Margin notes on the Gibbs-Bogoliubov inequality: the price of each bound, on a tilt double well modelled on SrTiO₃

1. Statement. Let H₀ be a trial Hamiltonian on the same space as H, ΔV = H − H₀, β = 1/kT, and let ⟨…⟩_λ be the canonical average for H_λ = H₀ + λΔV, with free energy F(λ). Then
F₀ + ⟨ΔV⟩₁ ≤ F ≤ F₀ + ⟨ΔV⟩₀,
where F₀ = F(0), F = F(1), and ⟨…⟩₁ is the average in the true ensemble. Classically exp(−βF) = exp(−βF₀)⟨exp(−βΔV)⟩₀ ≥ exp(−βF₀ − β⟨ΔV⟩₀) by Jensen's inequality, which is the upper bound. Exchanging H and H₀ gives F₀ ≤ F − ⟨ΔV⟩₁, the lower one.

2. Both bounds are end points of one curve. Put g(λ) = dF/dλ = ⟨ΔV⟩_λ. Classically g′ = −β Var_λ(ΔV) ≤ 0, so F − F₀ = ∫₀¹ g dλ lies between g(1) and g(0). Integration by parts gives the gaps exactly:
upper gap = β ∫₀¹ (1 − λ) Var_λ dλ, lower gap = β ∫₀¹ λ Var_λ dλ.
Freezing Var_λ at λ = 0 gives the leading upper gap (β/2) Var₀(ΔV). In the quantum case, with eigenvalues E_n and populations p_n of H_λ and δV = ΔV − ⟨ΔV⟩_λ, second-order perturbation theory gives g′ = −β Σ_mn |δV_mn|² L_mn, where L_mn = (p_m − p_n)/ln(p_m/p_n) and L_nn = p_n. L is positive, so F(λ) is concave and lies below its tangents, which is the Peierls-Bogoliubov inequality. A logarithmic mean never exceeds the arithmetic mean, so the leading quantum gap is at most (β/2) Var₀.

3. The model. Each five-atom cell carries one tilt coordinate, the cells are independent, and V = E₀(x⁴ − 2x²) with x = u/u₀. Here u is the displacement of each of the two oxygens per cell that move in a rotation about one axis, and u₀ = (a/2) tan θ₀. Assumed inputs: well depth E₀ = 10 meV per cell, θ₀ = 6°, oxygen mass 16.0 amu. The measured lattice constant a = 3.905 Å (room temperature, as compiled by Zhang 2017) gives u₀ = 0.205 Å. Set d = βE₀ = 1, so kT = 10 meV and T = 116 K, just above the typical cubic-to-tetragonal transition near 105 K. F means −kT ln ∫dx exp(−βV) per cell; the momentum factor and ln u₀ cancel in F − F₀.

4. The best Gaussian. For βH₀ = x²/(2s) the upper bound is −½ ln(2πs) − ½ + d(3s² − 2s) in units of kT. It is stationary where 12ds² − 4ds − 1 = 0, the self-consistent phonon condition, and d = 1 gives s = 1/2. A Gaussian centred at x_c ≠ 0 needs x_c² = 1 − 3s and 24ds² − 8ds + 1 = 0, which has real roots only for d ≥ 3/2, so the centred solution is the only one here. Then βH_λ = λx⁴ + (1 − 3λ)x² and βΔV = x⁴ − 3x².

5. The exact answer. Expanding exp(2x²) and integrating term by term gives Z₁ = ½ Σ_n 2ⁿ Γ(n/2 + 1/4)/n! = (π/2) e^(1/2) [I_(−1/4)(½) + I_(1/4)(½)] = 5.3652, with I the modified Bessel function. Thus F = −16.80 meV, F₀ = −(kT/2) ln π = −5.72 meV and F − F₀ = −11.076 meV. The same expansion in the quadratic coefficient gives ⟨x²⟩_λ, and the recursion (k + 1)⟨x^k⟩ = 4λ⟨x^(k+4)⟩ + 2(1 − 3λ)⟨x^(k+2)⟩, from integrating a total derivative, gives the higher moments. With σ² = β² Var_λ per cell:

λ | g (meV) | σ²
0 | −7.500 | 1.500
1/4 | −9.519 | 0.659
1/2 | −11.131 | 0.636
3/4 | −12.691 | 0.609
1 | −14.155 | 0.558

The upper gap is 3.576 meV, the lower gap 3.079 meV, and the bracket is 6.655 meV wide.

6. The leading gap is leading only formally. At the optimum the quadratic part of ΔV cancels and β(ΔV − ⟨ΔV⟩₀) = ds² He₄(x/√s), with He₄(y) = y⁴ − 6y² + 3, ⟨He₄²⟩ = 24 and ⟨He₄³⟩ = 1728. The second- and third-order cumulant terms of βF are −12(ds²)² and +288(ds²)³. The ratio of their sizes is 24ds² = 2 + 8ds, above 2 at every temperature and 6 here. The estimate (β/2) Var₀ = 7.5 meV is about twice the true gap, and the second-order value −15.0 meV for F − F₀ falls below the lower bound. The slope of σ² at λ = 0 is minus the third cumulant, −27, so σ² changes on the scale 1.5/27 = 1/18 in λ.

7. What is counted. The unit of work is one evaluation of H on a supercell of N cells, with N = 8 (2×2×2) or 64 (4×4×4). Its own cost grows as N for a short-range potential and as N³ for conventional plane-wave density-functional codes, the same for every method below. In a full crystal calculation the trial force-constant matrix has n = 15N rows, needs n² words of memory, of order n³ operations per diagonalisation and n² per sampled configuration; N = 64 gives n = 960, n² = 9.2×10⁵ and n³ = 8.8×10⁸. All methods share this reference and the evaluations spent on optimising it, and these are left out of the counts. Beyond it each method keeps running sums and, per Markov chain, one configuration of order n words, so memory does not decide the choice. The Gaussian ensemble yields independent samples. Any λ > 0 needs a chain, for which κ = 20 evaluations per independent sample and a burn-in of B = 100 evaluations are assumed. Accuracy is the root-mean-square deviation per cell from the exact F, Δ² = b² + (standard error)², with b the bias.

8. The bounds, and their staged form. Method U is the upper bound alone. Method T_K is the trapezoid rule for ∫g dλ on K intervals, so T1 is the mean of the two bounds. Method M_K is the midpoint rule on K intervals. Both need K chains. Applying the inequality to each interval gives the left and right Riemann sums as bounds, so |bias of T_K| ≤ [g(0) − g(1)]/(2K) is guaranteed. A guarantee of 0.5 meV takes K = 7, one of 0.1 meV takes K = 34. The true bias falls faster. The Euler-Maclaurin formula gives [g′(1) − g′(0)]/(12K²) = +0.785 meV/K² for T_K and minus half of that for M_K. This law needs 1/K below about 1/18; at K = 4 it predicts 0.049 meV for T4 against the exact 0.033 meV. A rule with weights w_j and m_j evaluations at node j has variance (kT)² Σ w_j²σ_j²κ_j/(N m_j), with κ_j = 1 at λ = 0. Minimising at fixed Σ m_j gives m_j ∝ w_jσ_j√κ_j, and with W = Σ w_jσ_j√κ_j the total work for Δ = ε is
m = KB + W²(kT)²/[N(ε² − b²)].
It diverges as ε approaches |b|: no sampling carries U below 3.576 meV. For a chain with exponentially decaying correlation that is only a few κ long, this variance is an overestimate.

9. The alternative without chains. Method X is Zwanzig's exponential average over m Gaussian samples, F̂ = F₀ − (kT/N) ln[(1/m) Σ exp(−βΔV_total)]. At m = 1 its expectation is the upper bound, and by convexity of −ln the expectation falls with m and stays above F. The relative variance of one weight is ρ^N − 1 with ρ = Z₀Z₂/Z₁², where Z_λ = ∫dx exp(−βH_λ); Z₂ = 27.849 gives ρ = 1.7148. For m ≫ ρ^N, expanding the logarithm gives variance (kT)²(ρ^N − 1)/(mN²) and bias kT(ρ^N − 1)/(2mN). In the formula of note 8 this is W² = (ρ^N − 1)/N without burn-in: 9.22 at N = 8, where ρ⁸ = 74.8, and 14.1 at N = 9, already above every chain rule in the table. At N = 64, ρ⁶⁴ = 9.8×10¹⁴ and the expansion does not apply. There a large-deviation argument serves. A sample whose cell average of ΔV is g(λ) occurs with probability exp(−Nr), where kT r(λ) = F(λ) − F₀ − λg(λ) is the lower gap between H₀ and H_λ. With m = exp(Nr) the lowest sample drawn dominates the sum, and F̂ − F₀ ≈ g(λ) + kT r(λ). To leading exponential order, λ = 1/2 has r = 0.0827, m = 2.0×10² and bias 0.77 meV; λ = 3/4 has r = 0.1801, m = 1.0×10⁵ and bias 0.19 meV; λ = 1 has r = 0.3079, m = 3.6×10⁸ and no bias at this order. The lower gap, often dismissed as unusable, is the exponent of the cost of reweighting.

10. Work for a stated accuracy. Evaluations, rounded; n.r. means not reachable. The X entries at N = 8 include its m-dependent bias.

rule | b (meV) | W² | 0.5 meV, N = 8 | 0.5 meV, N = 64 | 0.1 meV, N = 8 | 0.1 meV, N = 64
U | +3.576 | 1.50 | n.r. | n.r. | n.r. | n.r.
T1 | +0.248 | 5.21 | 446 | 143 | n.r. | n.r.
T2 | +0.096 | 8.55 | 644 | 256 | 1.55×10⁵ | 1.95×10⁴
T4 | +0.033 | 10.51 | 928 | 466 | 1.52×10⁴ | 2.25×10³
M1 | −0.055 | 12.72 | 744 | 180 | 2.30×10⁴ | 2.96×10³
M2 | −0.030 | 12.67 | 836 | 279 | 1.76×10⁴ | 2.37×10³
X | falls with m | 9.22 (N = 8) | 479 | above 2.0×10² | 1.15×10⁴ | above 1.0×10⁵

For 4 meV per cell, U needs 6 evaluations at N = 8 and 1 at N = 64, so the work lies all in optimising the reference. For 0.5 meV the mean of the two bounds, T1, is cheapest. At N = 8 it ties with X, whose entry is only about six times ρ⁸ and therefore approximate; at N = 64 M1 follows it. For 0.1 meV X is cheapest at N = 8, and T4 at N = 64, with M2 level with it. The trapezoid rules have the smaller W² because part of their weight sits at λ = 0, where samples are independent.

11. Accuracy inside a budget. Inverting the formula gives Δ for the two best rules.

budget | N = 8 | N = 64
300 | T1 0.62 meV, X 0.64 meV | T1 0.32 meV, M1 0.32 meV
3000 | X 0.20 meV, T2 0.22 meV | T4 0.086 meV, M2 0.089 meV

Below 100 evaluations no chain is burnt in. Then U is the only rule with a known deviation, and X on the same samples costs no further evaluation and has a bias no larger than that of U. Each pair in the table is a tie within the arbitrariness of κ and B. The firm trends are that the best K grows with the budget and with N, that X loses exponentially in N, and that a larger κ raises every chain W² and widens the range of N left to X. The choices above use exact biases; without them, T and M rules on shared nodes and the guarantee of note 8 supply the estimate.

12. A neglected term of the same size. The counts refer to the classical F. With M = 32.0 amu, ħ²/(Mu₀²) = 3.10 meV, and the trial frequency from MΩ² = kT/(s u₀²) is ħΩ = 7.9 meV. The leading quantum (Wigner-Kirkwood) shift βħ²⟨d²V/du²⟩/(24M) is 0.26 meV for the trial oscillator. For the double well it is 0.77 meV, because ⟨12x² − 4⟩₁ = 5.99, against 2 in the trial ensemble. The shift of F − F₀, 0.52 meV, matches the looser target and exceeds the tighter one, so at 116 K either target has physical meaning only with this term added or with a quantum trial and path-integral sampling.

13. What belongs to the model. Independent wells have no phase transition and no soft zone-boundary mode. The typical R-point tilt mode of SrTiO₃ just above the transition lies at about 2 meV or lower, so the model's 7.9 meV is too stiff by a factor of about four or more. Coupling between cells would also change the gaps. If it makes the net quadratic term felt by one coordinate positive, the stationarity condition gives 12ds² < 1, with d the quartic coefficient, and σ²(0) = 24(ds²)² drops below 1/6, against 1.5 here. The 3.576 meV and 3.079 meV are the model's gaps. What carries over to the crystal is the structure: a bias of U that work cannot reduce, a guarantee falling as 1/K, a quadrature bias falling as 1/K² once the layer near λ = 0 is resolved, noise falling as 1/√(Nm) when correlations are short against the supercell, and a reweighting cost exp(N × lower gap/kT).